## Which shape of this silyl phosphine is really the most stable?

I have ten conformers of a flexible molecule with a Z double bond, and I need to choose one shape for further modelling. The two methods in the table disagree. Conformer 1 has the highest GFN2-xTB energy of the set and the lowest DFT energy, while conformer 6 is best in GFN2-xTB, close behind in DFT, and then gets a tiny weight. Which one is more stable, why, and how far can I trust the order?

Conformers of CO[SiH2]C/C=C\[SiH2]P in the gas phase: PBE0-D3(BJ)/6-31G(d) energies (PySCF 2.14.0) at GFN2-xTB geometries (tblite 0.8.0). Free energies and weights at 298.15 K include GFN2-xTB quasi-harmonic terms; each mirror pair is shown once, with its joint weight. Torsions follow the chain C1-O2-Si3-C4-C5-C6-Si7-P8-H8, omitting the one about the C5=C6 double bond.

```csv
number,torsions in degrees,GFN2-xTB energy above its lowest (kcal/mol),DFT energy above the lowest (kcal/mol),free energy above the lowest (kcal/mol),weight (%),dipole (D)
1,"(179,62,108,-58,-61)",1.760,0.000,0.000,46.60,1.550
2,"(175,180,106,-61,-156)",1.160,0.550,0.600,16.80,1.200
3,"(63,-166,105,-55,-156)",1.460,0.760,0.960,9.20,1.030
4,"(179,161,-105,67,33)",1.370,0.720,1.060,7.80,2.600
5,"(180,166,-102,69,-86)",1.260,0.900,1.200,6.10,1.680
6,"(-175,66,-102,69,170)",0.000,0.300,1.490,3.80,1.850
7,"(180,-178,94,35,-98)",1.610,1.940,1.630,3.00,2.000
8,"(180,61,97,44,138)",1.520,1.580,1.700,2.70,1.690
9,"(179,-178,100,50,42)",1.270,1.890,1.790,2.30,1.490
10,"(179,58,-99,-48,-136)",1.230,1.790,1.900,1.90,1.670
```

## Answer

Conformer 1 is the best candidate at the DFT level, both in energy and in free energy, but its lead is not safe. Conformer 6 is only 0.30 kcal/mol higher in energy, and conformer 2 is 0.60 kcal/mol higher in free energy. What the DFT energies show more clearly is which family of shapes is favoured. I would therefore choose a family first and a single member of it second.

**Two families of shapes**

The double bond and its four neighbouring atoms define a plane. One silicon atom, Si3, stands well above or below it in every conformer, and so does the phosphorus, P8. The third and fourth torsions in the table tell whether the two are on the same side: opposite signs mean the same face, equal signs mean opposite faces. Conformers 1 to 6 belong to the first family and conformers 7 to 10 to the second.

In DFT every same-face conformer lies below every opposite-face one. The averages of the two families differ by about 1.3 kcal/mol, roughly twice the thermal energy RT at room temperature. With the thermal terms included, the same-face family holds about 90% of the weight.

**Why the same face is favoured**

A possible cause is allylic strain, the crowding between a group next to a double bond and the substituent cis to it. The carbon between Si3 and the double bond carries two hydrogens. Because Si3 stands almost upright on the plane, one of these hydrogens lies close to the plane and points towards the other silyl group. It leans slightly to the side away from Si3, so phosphorus meets it when phosphorus is on that side too.

I checked this by rebuilding the shapes from their torsions with standard bond lengths and angles. The distance from phosphorus to the inner hydrogen comes out at about 2.3 to 2.6 Å in the opposite-face family and 3.1 to 3.5 Å in the same-face one. Ordinary contact between the two atoms is at roughly 3 Å. These are estimates good to a few tenths of an ångström, but the two families do not overlap.

A simpler system with the same effect is (Z)-4-methylpent-2-ene. There the small hydrogen on the branched carbon turns towards the cis methyl group, and the two bulky methyls stay out of the way. The analogy explains why a hydrogen occupies the crowded place, but not the size of the effect here, where the bonds to silicon are longer. In the E isomer of our molecule the inner hydrogen would face only another hydrogen, so this reason for preferring one face should largely disappear.

One detail warns against taking strain as the whole story. In the opposite-face conformers the phosphorus is turned closer to the plane, towards the crowded hydrogen, whereas simple repulsion should push it away. The geometries come from GFN2-xTB, which evidently tolerates this contact. DFT then evaluates the energy without moving the atoms, so relaxing them in DFT could shrink the gap between the families. The same-face shapes also bring Si3 and P8 closer together. An attraction between these atoms, or the superposition error of the small basis set, which favours folded shapes, may therefore add to the gap. The data do not separate these causes.

**A simple rule for the energies**

Within each family, the DFT energy is lower on average when the oxygen is gauche, with the second torsion near 60° in size, than when it is anti, near 180°. A plausible reason is that the gauche position places a C–H bond opposite the Si–O bond, where it can donate electron density into the empty antibonding Si–O orbital. Superposition error of the small basis set could also produce a preference of similar size. The preference is modest: conformers 2, 4 and 5, which differ mainly in how the PH₂ group is turned, already spread over 0.35 kcal/mol.

These two features give an additive rule, fitted to the DFT energies of all ten conformers. Start from 0.25 kcal/mol, add 1.33 if Si3 and P8 are on opposite faces, and add 0.43 if the oxygen is anti. Conformer 9 has both penalties, so the rule gives 0.25 + 1.33 + 0.43 ≈ 2.0 kcal/mol, against 1.89 in the table; this row was part of the fit.

The typical miss is 0.14 kcal/mol, and the largest is for conformer 1 itself, as the analysis printed below shows. This failure is instructive. Conformers 1 and 6 are both same-face and gauche, so the rule gives them the same energy. It captures that both are low, but not which of them wins.

**What separates conformers 1 and 6**

The main difference between them is where the oxygen points, though the PH₂ group may also be turned differently, which could itself change the energy by as much as the gap between them. The table follows only one of the two hydrogens on phosphorus, so it does not settle this. In conformer 1 the oxygen points outwards; in conformer 6 it folds back over the molecule towards phosphorus. The rebuilt shape puts the two atoms about 2.8 Å apart, closer than ordinary contact, and no other conformer comes near this.

An attractive contact of this kind could help to explain the low GFN2-xTB energy of conformer 6. It would also make the molecule stiffer, and a stiff molecule has less entropy than a floppy one. The table fits this picture: thermal terms raise conformer 6 by 1.19 kcal/mol relative to conformer 1, far more than any other conformer. That turns a gap of 0.30 in energy into 1.49 in free energy. The size of the penalty is a result of the calculation, whereas the stiff contact is my interpretation of it.

**How safe is the order?**

The choice of method matters more than any gap in the table. Going from GFN2-xTB to DFT shifts conformer 6 relative to conformer 1 by 2.06 kcal/mol. If the GFN2-xTB energies are used with the same thermal terms, the weight of conformer 1 falls from 47% to about 6%, and no conformer gets much more than 15%. The preference for the same face nearly vanishes as well, so it rests on the DFT energies.

I would give the DFT energies more trust, but they carry errors too. For a small basis set and unrelaxed geometries, errors of at least a few tenths of a kcal/mol are to be expected. Suppose conformer 1 really lies 0.5 kcal/mol higher than calculated:

1. RT is about 0.59 kcal/mol at room temperature, so its population factor shrinks by exp(−0.5/0.59) ≈ 0.43.
2. Its share of 47 becomes 47 × 0.43 ≈ 20, while the others together keep 53.
3. Its new weight is 20/(20 + 53) ≈ 27%.

Conformer 1 would still lead, but only just ahead of conformer 2. A weight of 47% therefore looks far more definite than it is.

**What would reverse it?**

- **A slightly larger energy error.** If conformer 1 is too low by more than 0.60 kcal/mol relative to conformer 2, conformer 2 takes over. DFT geometries and a larger basis set are the direct test.
- **A different result for the folded shape.** Conformer 6 needs a shift of 1.49 kcal/mol in free energy. If GFN2-xTB makes its contact too tight, the thermal penalty may be too large. Removing the penalty altogether would still leave conformer 6 behind by 0.30 kcal/mol, so the DFT energies would have to change as well. The small basis set, however, tends to favour close contacts artificially, so a larger one would probably raise its energy relative to conformer 1.
- **A conformer outside the table.** The search found 18 distinct shapes and kept ten. Conformer 1 was the highest of these ten in GFN2-xTB and still became the DFT winner, so a shape left out could do the same.
- **A polar solvent, in part.** The energies are for the gas phase, and conformer 4 has the largest dipole. A rough reaction-field estimate lets it gain about half a kcal/mol on conformer 1, which would narrow its free-energy gap of 1.06 without closing it.

For your modelling, I would carry all ten conformers forward together with the shapes that were left out, relax them in DFT, and recompute the energies with a larger basis set. If a property you need is similar across the same-face family, the exact winner matters little. If it differs strongly between conformers 1 and 2, use a weighted average and test how it responds to a shift of half a kcal/mol.

Printed output of the fit:

```
Shapes and thermal terms:
  row  opposite faces  O anti  rough O to P in angstrom  rough inner allylic H to P in angstrom  thermal term relative to row 1 in kcal/mol  weight in % with GFN2-xTB energies
    1               0       0                      5.42                                   3.121                                           0                               5.569
    2               0       1                     4.696                                   3.231                                        0.05                               14.09
    3               0       1                     4.191                                   3.083                                         0.2                               6.593
    4               0       1                     4.404                                   3.409                                        0.34                               6.059
    5               0       1                     4.513                                   3.507                                         0.3                               7.805
    6               0       0                     2.756                                   3.507                                        1.19                               14.57
    7               1       1                     4.832                                   2.275                                       -0.31                                12.1
    8               1       0                     6.213                                   2.459                                        0.12                               6.819
    9               1       1                     5.438                                   2.608                                        -0.1                               15.07
   10               1       0                     4.941                                   2.556                                        0.11                               11.31
fit of conformer_dft_energy on 10 rows: constant 0.2507 +/- 0.1, coefficient of opp 1.334 +/- 0.11, coefficient of anti 0.4314 +/- 0.11; rms 0.142, worst 1 0.251, leave-one-out rms 0.207
Mean DFT energy, opposite less same face, kcal/mol: 1.262
Mean GFN2-xTB energy, opposite less same face, kcal/mol: 0.2392
Lowest opposite less highest same face, DFT energy, kcal/mol: 0.68
Lowest opposite less highest same face, free energy, kcal/mol: 0.14
Total weight of the same-face rows, %: 90.3
Change of the row 6 less row 1 energy from GFN2-xTB to DFT, kcal/mol: 2.06
DFT spread among the PH2 rotamers, rows 2 and 4 and 5, kcal/mol: 0.35
Rank correlation of GFN2-xTB and DFT energies: 0.1636
Weight of row 1 if it lay 0.5 kcal/mol higher, %: 27.21
Rough gain of row 4 on row 1 in a very polar solvent, cavity radius 4.1 angstrom, kcal/mol: 0.4629
```
